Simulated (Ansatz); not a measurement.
## A series in volume scale on PW

Free energy against uniform scaling of the volume at fixed shape and fractions; periodic cell, basis, potentials, k mesh and filling as listed. The results are calculated, by Ansatz 0.2.0.

The cell before it is scaled or strained (space group Pnma, No. 62):
```
PW
1.0
      5.7170     0.0000     0.0000
      0.0000     3.2380     0.0000
      0.0000     0.0000     6.2190
P W
4 4
Direct
  0.80000 0.75000 0.62000
  0.20000 0.25000 0.38000
  0.70000 0.25000 0.12000
  0.30000 0.75000 0.88000
  0.00000 0.75000 0.17500
  0.00000 0.25000 0.82500
  0.50000 0.25000 0.67500
  0.50000 0.75000 0.32500
```

Settings of every row: functional r2SCAN; dispersion none; potentials PAW; wave cutoff 600 eV; density cutoff 2400 eV; k mesh 5x8x5; k shift 0x0x0; occupations fermi dirac; smearing width 0.01 eV; spin none; SCF threshold exponent -5.

Limits: coarse k mesh, up to 40 meV an atom off; loose SCF threshold; minimum outside the range; no spin-orbit coupling, which can matter with elements this heavy.

```csv
row,volume scale,V (Å³/atom),energy above lowest point (meV/atom)
1,0.94,13.527,222.1
2,0.96,13.815,154.8
3,0.98,14.103,?
4,1,14.39,60.1
5,1.02,14.678,30.2
6,1.04,14.966,10.5
7,1.06,15.254,0
```

Question: what energy above lowest point should row 3 give?

Worked fit of energy above lowest point. Take u = (V_r/V)^(2/3) − 1 with V_r = 14.534 Å³ an atom, which is twice the finite (Eulerian) strain; such expansions in the strain, on which the Birch-Murnaghan equation of state is built, carry the rest volume and the bulk modulus. The shown rows have u = 0.04903, 0.0344, 0.00666, -0.00655, -0.01934, -0.03172. Least squares give energy above lowest point = 43.81 + 2266 × u + 27939 × u² meV/atom; a straight line predicts inner rows, each left out in turn, worse (root mean square 18 against 0.066 meV/atom). The rows lie off it by 0.0, 0.0, 0.0, 0.0, 0.1, 0.0. The withheld row has u = 0.02027, so the fit gives 43.81 + 2266 × (0.02027) + 27939 × (0.02027)² = 101.2 meV/atom.

The calculation gave 101.2 meV/atom. The fit meets it to the printed digit.
